\section*{Appendix: Response of the single-slot stochastic update on a $4096\times4096$ tile}

In the stochastic outer-product update (Gokmen and Vlasov, 2016), row $i$ and column $j$ of an $N\times N$ tile carry independent bit streams $A_i^{(n)},D_j^{(n)}\in\{0,1\}$ of length $B$. They fire with probabilities $p_i=Cx_i$ and $q_j=Cd_j$, where $x_i,d_j\ge0$ are dimensionless magnitudes, signs are handled in separate phases, and $p_i,q_j\le1$. Each coincidence changes the conductance by a state-independent step $\Delta w$, so $\delta w_{ij}=\Delta w\sum_n A_i^{(n)}D_j^{(n)}$. A slot coincides with probability $p_iq_j$, and $A^2=A$, hence
\begin{align}
\langle\delta w_{ij}\rangle&=B\,\Delta w\,C^2x_id_j\equiv\eta\,x_id_j,\\
\mathrm{Var}\,\delta w_{ij}&=B\,\Delta w^2\,p_iq_j(1-p_iq_j),\\
\mathrm{Cov}(\delta w_{ij},\delta w_{ik})&=B\,\Delta w^2\,p_i(1-p_i)\,q_jq_k\quad(j\neq k).
\end{align}
How does the noise respond when one condition is changed? Take uniform $p$ and $q$, and let $\rho$ be the standard deviation over the mean. A row sum, which sets the current change under equal read voltages, has $N$ variances and $N(N-1)$ covariances. Independent pulse-to-pulse step scatter of relative width $\sigma$ replaces the mean square step by $\Delta w^2(1+\sigma^2)$ and leaves means and covariances alone. Then
\begin{align}
\rho_{\rm cell}^2&=\frac{1-pq+\sigma^2}{Bpq},\\
\rho_{\rm row}^2&=\frac{1-q+\sigma^2}{BNpq}+\frac{1-p}{Bp},
\end{align}
and $\rho_{\rm col}$ follows from $p\leftrightarrow q$.

\paragraph{Baseline.} The assumed inputs are $B=1$, $N=4096$, $C=1$, $x=0.2$, $d=0.05$, $\Delta w=10$~nS, $\sigma=0$; all numbers below are the model's. Then $\eta=10$~nS, $pq=0.01$, and a cell moves by $0.1$~nS on average with standard deviation $0.995$~nS. The row terms are $0.0232$ and $4$. The shared bit dominates: the row either stays silent or takes $Nq=204.8$ steps on average, a distribution far from Gaussian. Independent cells would give $\rho_{\rm row}=\rho_{\rm cell}/\sqrt N=0.155$.

\paragraph{Reasoning.} Here $\rho_{\rm cell}\approx(Bpq)^{-1/2}$ counts expected coincidences, whereas $\rho_{\rm row}\approx[(1-p)/(Bp)]^{1/2}$ counts row firings.
\begin{enumerate}
\item[(a)] $B=10$ at fixed $C$: $\eta$ grows tenfold and every $\rho$ falls by exactly $10^{-1/2}=0.316$.
\item[(b)] $B=10$ at fixed $\eta$, so $C=10^{-1/2}$: $Bpq$ is unchanged, and $\rho_{\rm cell}$ rises slightly because $1-pq$ grows. Since $Bp\propto\sqrt B$, line sums fall by roughly $10^{-1/4}=0.562$, somewhat less strongly because $1-p$ and $1-q$ grow.
\item[(c)] $N=1024$: the cell is untouched, only the small term quadruples, and line noise rises by under one per cent.
\item[(d)] Row gain $4C$, column gain $C/4$: $p=0.8$, $q=0.0125$, with $pq$ and $\eta$ fixed. The dominant row term drops from $4$ to $0.25$ and the column term rises from $19$ to $79$: row noise is about quartered, column noise about doubled.
\item[(e)] Assumed scatter $\sigma=0.3$: $\rho_{\rm cell}$ rises by about $\sigma^2/2=4.5\%$, while the line sums average the scatter away.
\item[(f)] $\Delta w=5$~nS at fixed $\eta$, so $C=\sqrt2$: the cell gains about $2^{-1/2}=0.707$, the lines about $2^{-1/4}=0.841$, all somewhat more strongly because the factors $1-pq$, $1-p$, $1-q$ shrink.
\end{enumerate}

\paragraph{Calculation.}
\begin{center}
\begin{tabular}{lccc}
\hline
case & $\rho_{\rm cell}$ & $\rho_{\rm row}$ & $\rho_{\rm col}$\\
\hline
baseline & 9.950 & 2.006 & 4.361\\
(a) & 3.146 & 0.634 & 1.379\\
(b) & 9.995 & 1.227 & 2.499\\
(c) & 9.950 & 2.023 & 4.368\\
(d) & 9.950 & 0.524 & 8.888\\
(e) & 10.392 & 2.006 & 4.361\\
(f) & 7.000 & 1.596 & 3.626\\
\hline
\end{tabular}
\end{center}
All signs are as predicted. The power laws are rough for the row, where $p$ is not small: the row ratios are $0.612$ in (b) and $0.796$ in (f). The row rises by $0.9\%$ in (c) and the cell by $4.4\%$ in (e).

At fixed $\eta$ and $\sigma=0$ the cell noise obeys
\begin{equation}
\rho_{\rm cell}^2=\frac{\Delta w}{\eta xd}-\frac1B ,
\end{equation}
so a longer stream cannot quiet a cell; it decorrelates neighbours. A finer step does quiet it, until a probability saturates: with a common gain and $B=1$, $Cx\le1$ allows $C\le5$, a step at most $25$ times smaller than the baseline. Beyond that $p$ is clipped at unity and the mean falls below $\eta xd$ by the factor $1/(Cx)$; longer streams are what restore the headroom.